**3s and 3d shells along the ions of hafnium: screening models against Hartree-Fock**

The table holds eigenvalues and mean radii of the 3s and 3d orbitals for Hf to Hf52+, from non-relativistic, configuration-averaged Hartree-Fock with a point nucleus at the radial basis limit. The program tests models without fitted parameters: a single screened charge for energy and size, a constant potential from the outer shells, a first-order 1/Z gap, and frozen pair energies of hydrogenic orbitals with charges taken from the radii. The single charge fails (3d radius −32 % predicted, −3.0 % found up to Hf44+), while screened pair energies give the fall of both levels from Hf8+ to Hf44+ within 1.3 %, partly through cancelling errors, and the gap slope per 3d electron within 9 %. The first-order gap is too large by 20 to 63 %, and the fall of the relative gap up to Hf44+ is mostly growth of the denominator. The widening of the gap by 0.019 hartree during 4f removal is not reproduced.

Hafnium atom and its ions, computed with the B-spline radial atomic code, version 1: all-electron non-relativistic Hartree-Fock for a spherical atom, averaged over the configuration, with a point nucleus and at the radial basis-set limit. ε is the orbital eigenvalue and <r> the mean orbital radius.

## Script

```python
# Table: 3d and 3s eigenvalues and mean radii of Hf ions (B-spline atomic code, non-relativistic HF, configuration average).
# Tested: single screened charge (rival), constant outer potential, first-order 1/Z gap, frozen-orbital gap slopes.
T = {
    'ion': ['Hf', 'Hf4+', 'Hf8+', 'Hf12+', 'Hf16+', 'Hf20+', 'Hf24+', 'Hf28+', 'Hf32+', 'Hf36+', 'Hf40+', 'Hf44+', 'Hf48+', 'Hf52+'],
    'Z': [72, 72, 72, 72, 72, 72, 72, 72, 72, 72, 72, 72, 72, 72],
    'charge': [0, 4, 8, 12, 16, 20, 24, 28, 32, 36, 40, 44, 48, 52],  # e
    'N': [72, 68, 64, 60, 56, 52, 48, 44, 40, 36, 32, 28, 24, 20],
    'configuration': ['[Xe] 4f14 5d2 6s2', '[Xe] 4f14', '[Kr] 4d10 4f13 5s2 5p3', '[Kr] 4d10 4f12 5s2', '[Kr] 4d10 4f10', '[Kr] 4d10 4f6', '[Kr] 4d10 4f2', '[Kr] 4d8', '[Kr] 4d4', '[Ar] 3d10 4s2 4p6', '[Ar] 3d10 4s2 4p2', '[Ar] 3d10', '[Ar] 3d6', '[Ar] 3d2'],
    'e_3d': [-63.9549, -65.4536, -68.6923, -72.48, -77.3684, -84.1203, -91.8013, -100.237, -109.179, -118.654, -128.367, -138.411, -156.776, -176.02],  # hartree
    'e_3s': [-85.418, -86.915, -90.1531, -93.9338, -98.8031, -105.572, -113.255, -121.606, -130.366, -139.62, -149.044, -158.648, -174.909, -191.812],  # hartree
    'gap': [-21.4631, -21.4614, -21.4608, -21.4539, -21.4347, -21.452, -21.4534, -21.369, -21.1877, -20.9661, -20.6766, -20.2372, -18.133, -15.7927],  # hartree
    'r_3d': [0.19049, 0.19049, 0.19046, 0.1904, 0.19029, 0.19001, 0.18954, 0.18906, 0.18809, 0.18698, 0.18588, 0.18474, 0.17902, 0.17369],  # bohr
    'r_3s': [0.22612, 0.22612, 0.22609, 0.22604, 0.226, 0.22578, 0.22537, 0.22468, 0.22375, 0.22268, 0.22166, 0.22097, 0.21643, 0.21201],  # bohr
    'r_ratio': [1.1871, 1.1871, 1.1871, 1.1872, 1.1877, 1.1882, 1.189, 1.1884, 1.1896, 1.1909, 1.1925, 1.1961, 1.209, 1.2206],
}
import numpy as np
from functools import lru_cache
from scipy.special import eval_genlaguerre as lag
from scipy.integrate import cumulative_trapezoid as ct
from scipy.constants import alpha
from sympy.physics.wigner import wigner_3j
Z = 72.0; ion = T['ion']; q = np.array(T['charge'], float); ix = {int(c): i for i, c in enumerate(q)}
ed, es, gap, rd, rs, rr = (np.array(T[k], float) for k in ('e_3d', 'e_3s', 'gap', 'r_3d', 'r_3s', 'r_ratio'))
core = {'[Ar]': '1s2 2s2 2p6 3s2 3p6'}; core['[Kr]'] = core['[Ar]'] + ' 3d10 4s2 4p6'; core['[Xe]'] = core['[Kr]'] + ' 4d10 5s2 5p6'
occ = [{w[:2]: int(w[2:]) for w in (core[c.split()[0]].split() + c.split()[1:])} for c in T['configuration']]
nl = lambda s: (int(s[0]), 'spdf'.index(s[1]))
Zr = lambda s, r1: (3*nl(s)[0]**2 - nl(s)[1]*(nl(s)[1] + 1))/(2*r1)
r = np.geomspace(1e-6, 15, 12000); I = lambda f: ct(f, r)[-1]
@lru_cache(None)
def P(s, z):
    n, l = nl(s); x = 2*z*r/n; p = x**(l + 1)*np.exp(-x/2)*lag(n - l - 1, 2*l + 1, x)
    return p/np.sqrt(I(p*p))
def R(k, f, g):
    a = ct(g*r**k, r, initial=0); b = ct(g/r**(k + 1), r, initial=0)
    return I(f*(a/r**(k + 1) + (b[-1] - b)*r**k))
@lru_cache(None)
def pair(a, za, b, zb):  # configuration-average (direct, exchange) energy of one electron pair
    A, B = P(a, za), P(b, zb); la, lb = nl(a)[1], nl(b)[1]
    w = (2*la + 1)/(4*la + 1) if a == b else 0.5
    ks = [k for k in range(abs(la - lb), la + lb + 1, 2) if not (a == b and k == 0)]
    return np.array([R(0, A*A, B*B), -w*sum(float(wigner_3j(la, k, lb, 0, 0, 0)**2)*R(k, A*B, A*B) for k in ks)])
def g1(o, ns=range(1, 7)):
    return sum((m - (s == '3s'))*pair('3s', Z, s, Z).sum() - (m - (s == '3d'))*pair('3d', Z, s, Z).sum() for s, m in o.items() if int(s[0]) in ns)
zs, zd = Zr('3s', rs), Zr('3d', rd)
assert (gap < 0).all() and (zs > zd).all()
assert ((rr > 1) & (rr < 9/7)).all()
assert np.ptp(gap[:ix[24] + 1]) < 0.05 and ed[ix[44]]/ed[0] > 2 and rd[ix[44]]/rd[0] > 0.96
print('ion: Zr(3s) Zr(3d) | Ze(3s) Ze(3d) | gap/e3d, frozen gap/e3d | gap, 1st-order 1/Z gap [Eh], err%')
for i, o in enumerate(occ):
    g = g1(o)
    print(f'{ion[i]:6s}{zs[i]:6.2f}{zd[i]:6.2f} |{np.sqrt(-18*es[i]):6.2f}{np.sqrt(-18*ed[i]):6.2f} |{gap[i]/ed[i]:6.3f}{gap[0]/ed[i]:6.3f} |{gap[i]:8.3f}{g:8.3f}{100*(g/gap[i]-1):+6.1f}')
print('step to: removed | per electron [Eh] de3d de3s dgap | per step dr3d dr3s [1e-5 bohr] dratio')
for i in range(1, len(q)):
    rem = ' '.join(f'{s}{m-occ[i].get(s, 0)}' for s, m in occ[i-1].items() if m != occ[i].get(s, 0)); d = q[i] - q[i-1]
    print(f'{ion[i]:6s}{rem:8s}|{(ed[i]-ed[i-1])/d:7.3f}{(es[i]-es[i-1])/d:7.3f}{(gap[i]-gap[i-1])/d:+8.4f} |{1e5*(rd[i]-rd[i-1]):5.0f}{1e5*(rs[i]-rs[i-1]):5.0f}{rr[i]-rr[i-1]:+8.4f}')
print(f'rounding: gap 5e-5 Eh, eps 5e-5 to 5e-4 Eh, r 5e-6 bohr, ratio 5e-5, Zr {(zd*5e-6/rd).max():.4f}; max|gap-(e3s-e3d)| {abs(gap-es+ed).max():.4f} Eh')
for c in (44, 52):
    i = ix[c]
    print(f'Hf->{ion[i]}: e3d x{ed[i]/ed[0]:.3f}, e3s x{es[i]/es[0]:.3f}; r3d {100*(rd[i]/rd[0]-1):+.1f}% (rival {100*(np.sqrt(ed[0]/ed[i])-1):+.1f}%), r3s {100*(rs[i]/rs[0]-1):+.1f}% (rival {100*(np.sqrt(es[0]/es[i])-1):+.1f}%), |gap| {100*(gap[i]/gap[0]-1):+.1f}%')
    print(f'  1st-order gap [Eh] from n=1 {g1(occ[i], (1,)):.2f}, n=2 {g1(occ[i], (2,)):.2f}, n=3 {g1(occ[i], (3,)):.2f}; Z-Zr 3s {Z-zs[i]:.2f}, 3d {Z-zd[i]:.2f}')
print(f'gap spread Hf..Hf24+ {np.ptp(gap[:ix[24]+1]):.4f} Eh; Hf16+->Hf24+ {gap[ix[24]]-gap[ix[16]]:+.4f} Eh; hydrogenic ratio {9/7:.4f}, bare eps {-Z*Z/18:.0f} Eh')
# further output of the same calculation: Hf8+ outer shells (<1/r>, <r>); Hf44+ Slater integrals and <r>(3p); 3d spin-orbit parameters
out8 = {'4s': (2.761, 0.50527), '4p': (2.6619, 0.51464), '4d': (2.4619, 0.53424), '4f': (2.057, 0.6017), '5s': (1.1256, 1.1586), '5p': (1.0453, 1.2396)}
F0dd, F2dd, F4dd, F0pd, G1pd, G3pd, r3p, zeta8, zeta44 = 4.8983, 2.5195, 1.6265, 4.4988, 2.2836, 1.5301, 0.2109, 0.80092, 0.8546
a, b = ix[8], ix[44]
Vs = {s: pair('3s', zs[a], s, Zr(s, v[1])) for s, v in out8.items()}; Vd = {s: pair('3d', zd[a], s, Zr(s, v[1])) for s, v in out8.items()}
ms, md = (sum(occ[a][s]*V[s].sum() for s in out8) for V in (Vs, Vd))
print(f'Hf8+->Hf44+ fall [Eh]: 3s {es[a]-es[b]:.2f}, 3d {ed[a]-ed[b]:.2f}, diff {gap[b]-gap[a]:.2f}; sum q<1/r> {sum(occ[a][s]*v[0] for s, v in out8.items()):.2f}')
print(f'  screened-orbital model [Eh]: 3s {ms:.2f} ({100*(ms/(es[a]-es[b])-1):+.1f}%), 3d {md:.2f} ({100*(md/(ed[a]-ed[b])-1):+.1f}%), diff {md-ms:.2f}')
print('  model dgap per removed e, direct/exchange [Eh]: ' + ', '.join(f'{s} {(Vd[s]-Vs[s])[0]:+.3f}/{(Vd[s]-Vs[s])[1]:+.3f}' for s in list(out8)[:4]))
dd = pair('3d', zd[b], '3d', zd[b]); pd = pair('3p', Zr('3p', r3p), '3d', zd[b])
print(f'Hf44+ model vs run [Eh]: dd direct {dd[0]:.3f}/{F0dd:.3f}, exch {dd[1]:.3f}/{-2/63*(F2dd+F4dd):.3f}; pd direct {pd[0]:.3f}/{F0pd:.3f}, exch {pd[1]:.3f}/{-G1pd/15-3*G3pd/70:.3f}')
for i in (ix[48], ix[52]):
    u, v = (zd[i] + zd[i-1])/2, (zs[i] + zs[i-1])/2; x, y = pair('3d', u, '3d', u).sum(), pair('3s', v, '3d', u).sum()
    print(f'to {ion[i]}, frozen model/table per 3d e [Eh]: 3d {x:.3f}/{(ed[i-1]-ed[i])/4:.3f}, 3s {y:.3f}/{(es[i-1]-es[i])/4:.3f}, gap {x-y:.3f}/{(gap[i]-gap[i-1])/4:.3f}')
print(f'(Z alpha)^2 {(Z*alpha)**2:.3f}; 3d spin-orbit split 5/2 zeta: Hf8+ {2.5*zeta8:.2f}, Hf44+ {2.5*zeta44:.2f} Eh')
print(f'crude relativistic shift Hf44+ (order only) [Eh]: 3s {-zs[b]**4*alpha**2/54*0.75:.0f}, 3d j-average {-zd[b]**4*alpha**2/54*0.15:.0f}')
```

It prints:

```
ion: Zr(3s) Zr(3d) | Ze(3s) Ze(3d) | gap/e3d, frozen gap/e3d | gap, 1st-order 1/Z gap [Eh], err%
Hf     59.70 55.12 | 39.21 33.93 | 0.336 0.336 | -21.463 -34.900 +62.6
Hf4+   59.70 55.12 | 39.55 34.32 | 0.328 0.328 | -21.461 -34.552 +61.0
Hf8+   59.71 55.13 | 40.28 35.16 | 0.312 0.312 | -21.461 -34.034 +58.6
Hf12+  59.72 55.15 | 41.12 36.12 | 0.296 0.296 | -21.454 -33.516 +56.2
Hf16+  59.73 55.18 | 42.17 37.32 | 0.277 0.277 | -21.435 -32.815 +53.1
Hf20+  59.79 55.26 | 43.59 38.91 | 0.255 0.255 | -21.452 -31.866 +48.5
Hf24+  59.90 55.40 | 45.15 40.65 | 0.234 0.234 | -21.453 -30.918 +44.1
Hf28+  60.09 55.54 | 46.79 42.48 | 0.213 0.214 | -21.369 -29.962 +40.2
Hf32+  60.34 55.82 | 48.44 44.33 | 0.194 0.197 | -21.188 -28.997 +36.9
Hf36+  60.63 56.16 | 50.13 46.21 | 0.177 0.181 | -20.966 -28.033 +33.7
Hf40+  60.90 56.49 | 51.80 48.07 | 0.161 0.167 | -20.677 -27.224 +31.7
Hf44+  61.09 56.84 | 53.44 49.91 | 0.146 0.155 | -20.237 -26.282 +29.9
Hf48+  62.38 58.65 | 56.11 53.12 | 0.116 0.137 | -18.133 -22.593 +24.6
Hf52+  63.68 60.45 | 58.76 56.29 | 0.090 0.122 | -15.793 -18.904 +19.7
step to: removed | per electron [Eh] de3d de3s dgap | per step dr3d dr3s [1e-5 bohr] dratio
Hf4+  5d2 6s2 | -0.375 -0.374 +0.0004 |    0    0 +0.0000
Hf8+  5p3 4f1 | -0.810 -0.810 +0.0002 |   -3   -3 +0.0000
Hf12+ 4f1 5p3 | -0.947 -0.945 +0.0017 |   -6   -5 +0.0001
Hf16+ 4f2 5s2 | -1.222 -1.217 +0.0048 |  -11   -4 +0.0005
Hf20+ 4f4     | -1.688 -1.692 -0.0043 |  -28  -22 +0.0005
Hf24+ 4f4     | -1.920 -1.921 -0.0003 |  -47  -41 +0.0008
Hf28+ 4d2 4f2 | -2.109 -2.088 +0.0211 |  -48  -69 -0.0006
Hf32+ 4d4     | -2.236 -2.190 +0.0453 |  -97  -93 +0.0012
Hf36+ 4d4     | -2.369 -2.313 +0.0554 | -111 -107 +0.0013
Hf40+ 4p4     | -2.428 -2.356 +0.0724 | -110 -102 +0.0016
Hf44+ 4s2 4p2 | -2.511 -2.401 +0.1098 | -114  -69 +0.0036
Hf48+ 3d4     | -4.591 -4.065 +0.5261 | -572 -454 +0.0129
Hf52+ 3d4     | -4.811 -4.226 +0.5851 | -533 -442 +0.0116
rounding: gap 5e-5 Eh, eps 5e-5 to 5e-4 Eh, r 5e-6 bohr, ratio 5e-5, Zr 0.0017; max|gap-(e3s-e3d)| 0.0007 Eh
Hf->Hf44+: e3d x2.164, e3s x1.857; r3d -3.0% (rival -32.0%), r3s -2.3% (rival -26.6%), |gap| -5.7%
  1st-order gap [Eh] from n=1 -2.06, n=2 -10.47, n=3 -13.75; Z-Zr 3s 10.91, 3d 15.16
Hf->Hf52+: e3d x2.752, e3s x2.246; r3d -8.8% (rival -39.7%), r3s -6.2% (rival -33.3%), |gap| -26.4%
  1st-order gap [Eh] from n=1 -2.06, n=2 -10.47, n=3 -6.38; Z-Zr 3s 8.32, 3d 11.55
gap spread Hf..Hf24+ 0.0284 Eh; Hf16+->Hf24+ -0.0187 Eh; hydrogenic ratio 1.2857, bare eps -288 Eh
Hf8+->Hf44+ fall [Eh]: 3s 68.49, 3d 69.72, diff 1.22; sum q<1/r> 78.24
  screened-orbital model [Eh]: 3s 67.60 (-1.3%), 3d 69.27 (-0.6%), diff 1.67
  model dgap per removed e, direct/exchange [Eh]: 4s +0.061/+0.188, 4p +0.065/+0.034, 4d +0.086/-0.056, 4f +0.007/+0.002
Hf44+ model vs run [Eh]: dd direct 4.891/4.898, exch -0.135/-0.132; pd direct 4.485/4.499, exch -0.204/-0.218
to Hf48+, frozen model/table per 3d e [Eh]: 3d 4.831/4.591, 3s 4.257/4.065, gap 0.574/0.526
to Hf52+, frozen model/table per 3d e [Eh]: 3d 4.982/4.811, 3s 4.364/4.226, gap 0.618/0.585
(Z alpha)^2 0.276; 3d spin-orbit split 5/2 zeta: Hf8+ 2.00, Hf44+ 2.14 Eh
crude relativistic shift Hf44+ (order only) [Eh]: 3s -10, 3d j-average -2
```
